# Notes on the natural-orbital equations of a two-electron ion

I want the equations that fix the natural orbitals of an electron pair directly, without a prior full CI, and I want to know exactly what "first order" means for the small coefficients. The diagonal form of the wavefunction goes back to Löwdin and Shull (1956) and the direct determination of the orbitals to Kutzelnigg (1963).

## Premises and conventions

1. The Hamiltonian is non-relativistic with a fixed point nucleus: $H=h(1)+h(2)+g$, with $h=-\frac{\hbar^2}{2m_e}\nabla^2-\frac{Ze^2}{4\pi\varepsilon_0 r}$ and $g=\frac{e^2}{4\pi\varepsilon_0 r_{12}}$.
2. The state is the $^1S$ ground state. The singlet spin factor is antisymmetric, so the spatial function obeys $\Psi(1,2)=\Psi(2,1)$. $H$ is real and the state non-degenerate, so I take $\Psi$ real and normalised.
3. All orbitals are real (real spherical harmonics for $\ell>0$) and orthonormal. I write $h_{km}=\langle\phi_k|h|\phi_m\rangle$, $(ab|cd)=\iint\phi_a(1)\phi_b(1)\,g\,\phi_c(2)\phi_d(2)$, $K_{kl}=(kl|kl)$ and $J_{kk}=(kk|kk)=K_{kk}$.
4. To avoid questions about infinite sums one may read everything in a finite orbital basis. "Exact" then means full CI in that basis.

## Step 1: the diagonal form

A real, symmetric, square-integrable $\Psi(1,2)$ is the kernel of a self-adjoint Hilbert–Schmidt operator. The spectral theorem gives real eigenvalues $c_k$ and orthonormal eigenfunctions $\phi_k$:

$$\Psi(1,2)=\sum_k c_k\,\phi_k(1)\phi_k(2),\qquad \sum_k c_k^2=1. \tag{1}$$

If the kernel has a null space, I complete the set with orbitals of $c_k=0$. The spin-summed density matrix is $2\int\Psi(1,2)\Psi(1',2)\,d^3r_2=2\sum_k c_k^2\phi_k(1)\phi_k(1')$, so the $\phi_k$ are the natural orbitals, with occupations $n_k=2c_k^2$. The density matrix does not know the signs of the $c_k$. I order by $|c_k|$ and choose $c_1>0$.

## Step 2: projection

The products $\phi_k(1)\phi_m(2)$ are complete, so $H\Psi=E\Psi$ is equivalent to all its projections on them. The one-electron part gives

$$\sum_l c_l\,(h_{kl}\delta_{ml}+\delta_{kl}h_{ml})=c_mh_{km}+c_kh_{mk}=(c_k+c_m)h_{km},$$

using $h_{mk}=h_{km}$. The repulsion gives $\sum_l c_l\langle\phi_k\phi_m|g|\phi_l\phi_l\rangle=\sum_l c_l(kl|ml)$. The right side is $E\sum_l c_l\delta_{kl}\delta_{ml}=Ec_k\delta_{km}$. Hence

$$(c_k+c_m)h_{km}+\sum_l c_l\,(kl|ml)=E\,c_k\,\delta_{km}. \tag{2}$$

Equation (2) is symmetric in $k,m$. For $N$ orbitals it holds $N(N+1)/2$ conditions, which match $N-1$ independent coefficients, the energy, and $N(N-1)/2$ rotation angles.

The diagonal members read

$$2h_{kk}c_k+\sum_l K_{kl}c_l=Ec_k. \tag{3}$$

This is a CI eigenvalue problem of dimension $N$ among the closed-shell products $\phi_k\phi_k$. Multiplying by $c_k$, summing and using the norm in (1),

$$E=2\sum_k c_k^2h_{kk}+\sum_{k,l}c_kc_lK_{kl}, \tag{4}$$

where the double sum includes $k=l$ with $K_{kk}=J_{kk}$. Only exchange-type integrals appear, and $J_{kl}$ with $k\ne l$ never does.

The off-diagonal members fix the orbitals. To see this I rotate $\phi_k\to\phi_k+\theta\phi_m$, $\phi_m\to\phi_m-\theta\phi_k$ in (4). Then $\delta h_{kk}=2\theta h_{km}=-\delta h_{mm}$. The change of $\phi_k$ alters the double sum by $4\theta c_k\sum_lc_l(kl|ml)$, and the change of $\phi_m$ alters it by $-4\theta c_m\sum_lc_l(kl|ml)$. Together,

$$\frac{dE}{d\theta}\Big|_0=4(c_k-c_m)\Big[(c_k+c_m)h_{km}+\sum_lc_l(kl|ml)\Big]. \tag{5}$$

So (2) with $k\neq m$ makes (4) stationary under orbital rotations. For $c_k=c_m$ the rotation leaves $\Psi$ unchanged, which is why the $2\ell+1$ real partners of a shell can be chosen freely. Nothing so far is approximate.

## Step 3: a small parameter

I measure lengths in $a_0/Z$ and energies in $Z^2E_h$, with $a_0$ the Bohr radius and $E_h=4.3597\times10^{-18}$ J. With $\rho=Zr/a_0$,

$$H=Z^2E_h\Big[\bar h(1)+\bar h(2)+\frac{\lambda}{\rho_{12}}\Big],\qquad \bar h=-\tfrac12\nabla_\rho^2-\frac1\rho,\qquad\lambda=\frac1Z .$$

Bars mark dimensionless integrals: $h_{km}=Z^2E_h\bar h_{km}$ and $(ab|cd)=ZE_h\overline{(ab|cd)}$. The level $1s^2$ is isolated and non-degenerate, so $\Psi=1s(1)1s(2)+O(\lambda)$ in norm. Eigenvalues of a self-adjoint operator move by at most the norm of the perturbation, so $c_k=O(\lambda)$ for $k\ge2$, and the norm in (1) then gives $c_1=1+O(\lambda^2)$. Also $\phi_1=1s+O(\lambda)$. I write $c_k=\lambda t_k+O(\lambda^2)$ and sort (2) into three blocks.

**Block $k\ge2$, $m=1$.** The equation is $(c_1+c_k)\bar h_{k1}+\lambda\sum_lc_l\overline{(kl|1l)}=0$. It shows $\bar h_{k1}=O(\lambda)$, so $c_k\bar h_{k1}$ and the terms $l\ge2$ are $O(\lambda^2)$, and

$$\bar h_{k1}+\lambda\overline{(k1|11)}=O(\lambda^2). \tag{6}$$

With zero on the right this is the Hartree–Fock condition for a doubly occupied orbital. Thus $\phi_1=\phi_{\rm HF}+O(\lambda^2)$. The single excitations of first-order theory are absorbed in $\phi_1$.

**Block $k=m=1$.** Dividing by $c_1$, $\bar E=2\bar h_{11}+\lambda\bar J_{11}+\lambda\sum_{k\ge2}(c_k/c_1)\bar K_{1k}$. The first two terms form the Hartree–Fock functional, which is stationary at $\phi_{\rm HF}$, so they equal $\bar E_{\rm HF}+O(\lambda^4)$. Multiplying by $Z^2E_h$,

$$E-E_{\rm HF}=E_h\sum_{k\ge2}t_k\bar K_{1k}+O(\lambda E_h). \tag{7}$$

The leading correlation energy does not depend on $Z$.

**Block $k,m\ge2$.** At order $\lambda$ only $l=1$ survives in the sum, and $\bar E\to-1$, twice the $1s$ level $-\tfrac12$. Define $A=\bar h+\tfrac12$ on the space orthogonal to $1s$, and $\mathcal K_{km}=\overline{(k1|m1)}$ with $\phi_1=1s$. Since $t_k\delta_{km}=\tfrac12(t_k+t_m)\delta_{km}$,

$$(t_k+t_m)A_{km}=-\mathcal K_{km}. \tag{8}$$

The left side is the $km$ element of $TA+AT$ for $T=\mathrm{diag}(t_k)$. That matrix form is covariant under orthogonal changes of basis, so in any orthonormal virtual basis

$$AT+TA=-\mathcal K. \tag{9}$$

This is a linear equation. I solve it in whatever basis I have and diagonalise $T$. The eigenvectors are the leading-order weakly occupied natural orbitals and the eigenvalues are the $t_k$.

## Step 4: the coefficient and its sign

The diagonal of (8) is the strict first-order result:

$$\frac{c_k}{c_1}=-\lambda\frac{\bar K_{1k}}{2A_{kk}}+O(\lambda^2)=-\frac{K_{1k}}{2h_{kk}-2h_{11}}+O(\lambda^2). \tag{10}$$

Here $h_{kk}$ is an expectation value in the natural orbital, which is no eigenfunction of $h$.

A second form comes from rearranging (3) exactly:

$$c_k\,(2h_{kk}+J_{kk}-E)=-c_1K_{1k}-\sum_{l\ne1,k}c_lK_{kl}. \tag{11}$$

Setting $E\approx2h_{11}+J_{11}$ and dropping the last sum gives

$$\frac{c_k}{c_1}\approx-\frac{K_{1k}}{2h_{kk}+J_{kk}-2h_{11}-J_{11}}, \tag{12}$$

whose denominator is the energy difference of the configurations $\phi_k^2$ and $\phi_1^2$. I have to be honest about its order. The term $J_{kk}-J_{11}$ is $O(\lambda)$ relative to $2h_{kk}-2h_{11}$. The dropped sum is also $O(\lambda)$ relative to $c_1K_{1k}$. So (12) agrees with (10) at first order and keeps only part of the second order. The replacement of $E$ is harmless by comparison, being $O(\lambda^2)$ relative.

For the sign I need two positivity facts. First, the spectrum of $\bar h$ orthogonal to $1s$ starts at $-\tfrac18$, so $A\ge\tfrac38$. Second, for any virtual function $v$ with $f=v\cdot1s$ and Fourier transform $\tilde f$,

$$\langle v|\mathcal K|v\rangle=\int\frac{d^3q}{(2\pi)^3}\,\frac{4\pi}{q^2}\,|\tilde f(\mathbf q)|^2>0,$$

because $1s$ has no node and $f$ cannot vanish identically. In the eigenbasis of $A$, (9) gives $T_{ab}=-\mathcal K_{ab}/(A_a+A_b)$, and $1/(A_a+A_b)=\int_0^\infty e^{-(A_a+A_b)\tau}d\tau$. Therefore

$$T=-\int_0^\infty e^{-A\tau}\,\mathcal K\,e^{-A\tau}\,d\tau, \tag{13}$$

which is unique and negative definite, since $\langle v|T|v\rangle$ is minus an integral of positive numbers. Every $t_k$ is negative. In (12) the numerator is positive too, so the ratio is negative whenever $\phi_k^2$ lies above $\phi_1^2$, which holds for large $Z$. The physical meaning is plain from (1): at $\mathbf r_1=\mathbf r_2$ each term $c_k\phi_k^2$ with $k\geq 2$ lowers the amplitude, and so helps to dig the Coulomb hole.

## Step 5: truncation

Inserting (10) in (7),

$$E-E_{\rm HF}\simeq E_h\sum_{k\ge2}\varepsilon_k,\qquad \varepsilon_k=t_k\bar K_{1k}=-\frac{\bar K_{1k}^2}{2A_{kk}}=-2A_{kk}t_k^2 . \tag{14}$$

Now keep a subset of the eigenvectors of $T$ and solve (9) again in their span. The members of (8) with $k,m$ in the subset are exactly the projected equations, and their solution is unique by (13). The retained $t_k$ are therefore unchanged, and the energy lost is the sum of the dropped $|\varepsilon_k|E_h$. At this order the natural-orbital contributions are additive, which is not true for eigenfunctions of $A$, where $T$ has off-diagonal elements.

Two cautions follow. The loss is $2A_{kk}t_k^2$, so occupation understates the energy of compact orbitals with large $A_{kk}$. And the leading orbital is optimal for the norm of $T$ and only nearly so for the energy. For one normalised function the energy is $-\mathcal K_{kk}^2/2A_{kk}$, and stationarity under admixture of $\phi_m$ needs $2\mathcal K_{km}/\mathcal K_{kk}=A_{km}/A_{kk}$, that is $\mathcal K_{km}=-t_kA_{km}$. Equation (8) has $-(t_k+t_m)A_{km}$, which differs by the term in $t_m$.

This is the seed of PNO-CI. In a many-electron closed shell each occupied pair has its own amplitude matrix over virtual orbitals. One brings it to diagonal form as in (1), keeps the leading pair natural orbitals, and does the CI in $N$ configurations per pair in place of about $N^2/2$. The price is that orbitals of different pairs are not orthogonal. Edmiston and Krauss (1966) introduced such pseudonatural orbitals and Meyer (1973) built PNO-CI on them. The sign proof carries over to the first-order amplitudes of a pair $ii$ in canonical orbitals, whose source $(ai|bi)$ is positive semidefinite. For $i\ne j$ the source $(ai|bj)+(bi|aj)$ need not be definite and both signs may occur.

## Numerical illustration: the p channel at $Z=20$

For $\ell=1$ orthogonality to $1s$ is automatic, and $A$ and $\mathcal K$ do not mix $x,y,z$, so one radial problem counts three times. I take two orthonormal radial functions $u=\rho R$,

$$u_1=\mathcal N\rho^2e^{-2\rho},\qquad u_2=\frac{\mathcal N}{\sqrt5}\,\rho^2(5-4\rho)e^{-2\rho},\qquad \mathcal N^2=\frac{128}{3},$$

with the exponent 2 chosen for convenience. At $Z=20$ the length unit is $2.646\times10^{-12}$ m.

The radial operator is $A=-\tfrac12\partial_\rho^2+\rho^{-2}-\rho^{-1}+\tfrac12$. Differentiation gives $Au_1=(3/\rho-\tfrac32)u_1$ and $Au_2=(23/\rho-20)u_1/\sqrt5-\tfrac32u_2$. With $\int u_1^2/\rho=1$, $\int u_1u_2/\rho=1/\sqrt5$ and $\int u_1u_2=0$,

$$A_{11}=\tfrac32,\qquad A_{12}=\tfrac{3}{\sqrt5},\qquad A_{22}=\tfrac{23}{5}-\tfrac32=\tfrac{31}{10}.$$

In the multipole expansion of $1/\rho_{12}$ an $s$–$p$ product selects the dipole term with angular factor $\tfrac13$. With $u_{1s}=2\rho e^{-\rho}$,

$$\mathcal K_{ab}=\tfrac13\iint u_{1s}u_a(\rho_1)\,\frac{\rho_<}{\rho_>^2}\,u_{1s}u_b(\rho_2)\,d\rho_1d\rho_2 .$$

The integrals $I_{mn}=\iint\rho_1^m\rho_2^ne^{-3(\rho_1+\rho_2)}\rho_</\rho_>^2$ are elementary: $3^7I_{33}=\tfrac{21}4$, $3^7I_{34}=\tfrac{49}8$, $3^7I_{44}=\tfrac{185}{24}$. With the prefactor $\tfrac43\mathcal N^2$, $\mathcal K_{11}$ needs $I_{33}$, $\mathcal K_{12}$ needs $(5I_{33}-4I_{34})/\sqrt5$, and $\mathcal K_{22}$ needs $(25I_{33}-40I_{34}+16I_{44})/5$:

$$\mathcal K_{11}=\tfrac{896}{6561}=0.13656,\quad \mathcal K_{12}=\tfrac{896}{19683\sqrt5}=0.02036,\quad \mathcal K_{22}=\tfrac{2944}{59049}=0.04986 .$$

Equation (9) is three linear equations: $2(A_{11}T_{11}+A_{12}T_{12})=-\mathcal K_{11}$, $2(A_{22}T_{22}+A_{12}T_{12})=-\mathcal K_{22}$, and $(A_{11}+A_{22})T_{12}+A_{12}(T_{11}+T_{22})=-\mathcal K_{12}$. I find $T_{11}=-0.06186$, $T_{12}=0.01827$, $T_{22}=-0.01595$. Diagonalising, the leading orbital is

$$u_p=0.9441\,u_1-0.3298\,u_2=\mathcal N\rho^2e^{-2\rho}(0.2066+0.5899\rho),$$

which is nodeless, and $u_{p'}$ is its orthogonal partner. The table gives $t_k$ from the diagonalisation and the shell energy $3\varepsilon_k$ from (14). The last two rows use a single shell of another kind, with $\varepsilon=-\bar K^2/2A$.

| p shell | $A_{kk}$ | $\bar K_{1k}$ | $t_k$ | $3\varepsilon_k$ | $3\varepsilon_kE_h$ / $10^{-21}$ J |
|---|---|---|---|---|---|
| natural $p$ | 0.8386 | 0.11446 | −0.06824 | −0.02343 | −102.2 |
| natural $p'$ | 3.7614 | 0.07196 | −0.00957 | −0.00207 | −9.0 |
| full basis, $3\,\mathrm{tr}(T\mathcal K)$ | | | | −0.02550 | −111.2 |
| lower eigenvector of $A$ | 0.738 | 0.09793 | | −0.01949 | −85.0 |
| hydrogenic $2p$ | 3/8 | 0.01707 | | −0.00117 | −5.1 |

Both $t_k$ are negative and equal $-\bar K_{1k}/2A_{kk}$, and the two shell energies add up to the full value. One natural shell carries 92 % of the energy in this basis. The lower eigenvector of $A$ carries 76 %. The true hydrogenic $2p$ orbital, with $\bar K=112/6561$, lies outside my basis and yields an energy only 4.6 % as large, because it is too diffuse to overlap the $1s$ region. The $p'$ shell has 2.0 % of the occupation of the $p$ shell and 8.8 % of its energy, as the first caution under (14) predicts.

For $Z=20$ (Ca$^{18+}$) the leading shell has $K_{1p}=ZE_h\bar K_{1p}=9.98\times10^{-18}$ J and $2h_{pp}-2h_{11}=2Z^2E_hA_{pp}=2.925\times10^{-15}$ J. Equation (10) gives $c_p/c_1=-3.41\times10^{-3}$, and likewise $c_{p'}/c_1=-4.78\times10^{-4}$. The occupations per orbital are $2.3\times10^{-5}$ and $4.6\times10^{-7}$. These digits belong to the two-function model.

**Is (12) better than (10) here?** For $u_p$ the Slater integrals $F^k=\iint u_p^2(\rho_1)u_p^2(\rho_2)\rho_<^k/\rho_>^{k+1}$ are $F^0=0.5468$ and $F^2=0.2802$. The angular factors give $\bar J_{xx}=F^0+\tfrac4{25}F^2=0.5916$ and $\bar K_{xy}=\tfrac3{25}F^2$, and $\bar J_{11}=\tfrac58$. The term kept in (12) is $\bar J_{xx}-\bar J_{11}=-0.0334$. Among the dropped terms of (11) are the two partners $y,z$, which have the same coefficient as $x$ and so add $2\bar K_{xy}=0.0672$ to the denominator. Relative to $2ZA_{pp}$, the kept term raises $|c_p|$ by 0.10 %, and the dropped one changes it by −0.20 %, twice as much and in the opposite direction. The relaxation of $\phi_1$ in (6) competes as well. As a rough estimate I give $1s$ an exponent $\eta$; minimising $\eta^2-2\eta+\tfrac58\lambda\eta$ gives $\eta=1-\tfrac5{16}\lambda$. At fixed $u_p$, $d\ln\bar K_{1p}/d\eta=0.147$, so $\bar K_{1p}$ changes by −0.23 %. Couplings to the $s$, $p'$ and $d$ orbitals and the change of $u_p$ itself enter at the same order, and I have not evaluated them. I conclude that (12) has no claim to more accuracy than (10) for this shell.

## Range of validity

Equations (1) to (5) and (11) are exact for any real two-electron singlet of the stated Hamiltonian, in an atom or a molecule, since only symmetry of $\Psi$ and completeness were used. A triplet has an antisymmetric kernel, whose natural orbitals come in degenerate pairs, and needs a different form.

Equations (6) to (10) and (12) to (14) need one dominant coefficient and a gap. Their relative corrections are $O(1/Z)$, nominally 5 % at $Z=20$, though the three pieces I evaluated are a few tenths of a per cent. The sign result is proved for each fixed $k$ as $Z\to\infty$; I have not shown uniformity in $k$. For H$^-$, $\lambda=1$ and the expansion gives no control. In stretched H$_2$ the function tends to $a(1)b(2)+b(1)a(2)\propto g(1)g(2)-u(1)u(2)$, with $a,b$ the atomic $1s$ orbitals and $g,u\propto a\pm b$, so $c_u/c_g\to-1$ and the denominator of (12) vanishes. A dispersion term $p_a(1)p_b(2)+p_b(1)p_a(2)$ splits in the same way into two products of opposite sign, so positive small coefficients appear. For excited singlets $A$ is not positive and (13) fails.

The number $-111.2\times10^{-21}$ J is not the correlation energy of Ca$^{18+}$. It omits the $s$ and $\ell\ge2$ channels and the rest of the $p$ space. All omitted contributions lower the energy at this order, and the magnitude is too small by tens of per cent. The natural orbitals shorten the expansion within a channel, but a finite sum of smooth products cannot reproduce the cusp at $r_{12}=0$, so the slow convergence in $\ell$ remains.

Relativity limits $Z$ from above. At $Z=20$, $(Z\alpha)^2=0.0213$. Expanding the Dirac $1s$ energy $m_ec^2[\sqrt{1-(Z\alpha)^2}-1]$, with $m_ec^2\alpha^2=E_h$, shifts two electrons by $-\tfrac14Z^4\alpha^2E_h=-9.3\times10^{-18}$ J, far more than the whole correlation energy. That shift is a one-electron effect and does not enter (7), but relative changes of order $(Z\alpha)^2$ are to be expected in $c_k$ and $\varepsilon_k$, larger than the $1/Z$ pieces found above. For the real ion I would therefore read $c_p/c_1$ as about $-3.4\times10^{-3}$ at best, and apply the scheme where both $1/Z$ and $(Z\alpha)^2$ are small.